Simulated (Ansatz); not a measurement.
**Swapping H for F on Si: the vertical ionisation energy**

Gas-phase molecules. On one Si centre, n of the H ligands are replaced by F. The vertical ionisation energy y in eV at B2PLYP/def2-TZVPP. Shapes: PBE0-D4/def2-TZVP. Programs: Ansatz 0.2.0.

```
molecule  n  y (eV)
    SiH4  0   12.64
   SiH3F  1   12.60
  SiH2F2  2       ?
   SiHF3  3   14.21
    SiF4  4   15.92
```

**Question.** Fit y = c + s·n to the known rows and predict SiH2F2.

**Answer.** 
1. Means of the 4 rows: n = 2.00000, y = 13.843.
2. Σ(Δn)² = 10, Σ(Δn·Δy) = 8.17, so the slope is 8.17/10 = 0.817.
3. Intercept: 13.843 − (0.817) × 2.00000 = 12.209. The largest residual of the fit is 0.45.
4. SiH2F2: 12.209 + (0.817) × 2 = 13.84 eV.

The run gave 12.75 eV, so the prediction is off by +1.09 eV, more than the largest residual. The step per swap changes from -0.04 to +1.71 eV along the series, so a line misses the bend. Other levels give for SiH2F2: r2SCAN-D4/def2-TZVPP 12.38; B3LYP-D4/def2-TZVPP 12.66; PBE0-D4/def2-TZVPP 12.62 eV. Cations run unrestricted. The series isn't monotonic at this level.

Fluorination barely moves the ionisation energy over the first two swaps, then raises it steeply. This suggests two opposing effects. Fluorine withdraws σ density and stabilises the Si–H bonding levels, but its filled 2p lone pairs mix with Si–H combinations of π symmetry and push the highest of them back up. In SiHF3 the single remaining Si–H bond offers no such combination, so the inductive effect probably prevails. In SiF4 no Si–H bond is left, and the electron must come from essentially nonbonding fluorine lone pairs, which are tightly bound. The count n therefore tracks a change in orbital character, not a constant substituent increment. The fit hinted at this beforehand, since both end members lie above the line and both inner ones below it. The initial dip of -0.04 eV is much smaller than the spread between methods for SiH2F2, so it supports no chemical claim. Adiabatic ionisation energies could follow a different pattern, because SiH4 loses an electron from a degenerate bonding level and its cation undergoes a strong Jahn–Teller distortion.
